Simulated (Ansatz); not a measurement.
Sc₃Hg: the change of energy above lowest point with volume scale

Free energy against uniform scaling of the volume at fixed shape and fractions; periodic cell, basis, potentials, k mesh and filling as listed. The results are calculated, by Ansatz 0.2.0.

The cell before it is scaled or strained (space group Pm-3m, No. 221):
```
Sc3Hg
1.0
      4.4647     0.0000     0.0000
      0.0000     4.4647     0.0000
      0.0000     0.0000     4.4647
Sc Hg
3 1
Direct
  0.00000 0.50000 0.50000
  0.50000 0.00000 0.50000
  0.50000 0.50000 0.00000
  0.00000 0.00000 0.00000
```

Settings of every row: functional PBEsol; dispersion D3(BJ); potentials PAW; wave cutoff 500 eV; density cutoff 2000 eV; k mesh 5x5x5; k shift 0x0x0; occupations methfessel paxton; smearing width 0.1 eV; spin none.

Limits: coarse k mesh, up to 40 meV an atom off; no spin-orbit coupling, which can matter with elements this heavy; the cell comes from a prototype or a list of computed structures and needn't be the stable phase.

```csv
row,volume scale,V (Å³/atom),energy above lowest point (meV/atom)
1,0.9,20.024,0.9
2,0.925,20.581,0
3,0.95,21.137,6.3
4,0.975,21.693,18.8
5,1,22.249,36.8
6,1.025,22.806,59.6
7,1.05,23.362,?
8,1.075,23.918,117.2
9,1.1,24.474,150.9
```

Question: what energy above lowest point should row 7 give?

Worked fit of energy above lowest point. Take u = (V_r/V)^(2/3) − 1 with V_r = 21.971 Å³ an atom, which is twice the finite (Eulerian) strain; such expansions in the strain, on which the Birch-Murnaghan equation of state is built, carry the rest volume and the bulk modulus. The shown rows have u = 0.06381, 0.04453, 0.02613, 0.00853, -0.00835, -0.02456, -0.05503, -0.0694. Least squares give energy above lowest point = 27.17 − 1068.6 × u + 10297 × u² meV/atom; a straight line predicts inner rows, each left out in turn, worse (root mean square 16 against 0.033 meV/atom). All shown rows lie on it to the printed digit. Its lowest point lies at u = 0.0519, or V = 20.37 Å³ an atom, and the curvature there gives the bulk modulus at fixed shape and fractions, B = (4/9)(1 + u)² E″(u)/V = 79.7 GPa. The withheld row has u = -0.0401, so the fit gives 27.17 − 1068.6 × (-0.0401) + 10297 × (-0.0401)² = 86.6 meV/atom.

The calculation gave 86.6 meV/atom. The fit meets it to the printed digit.
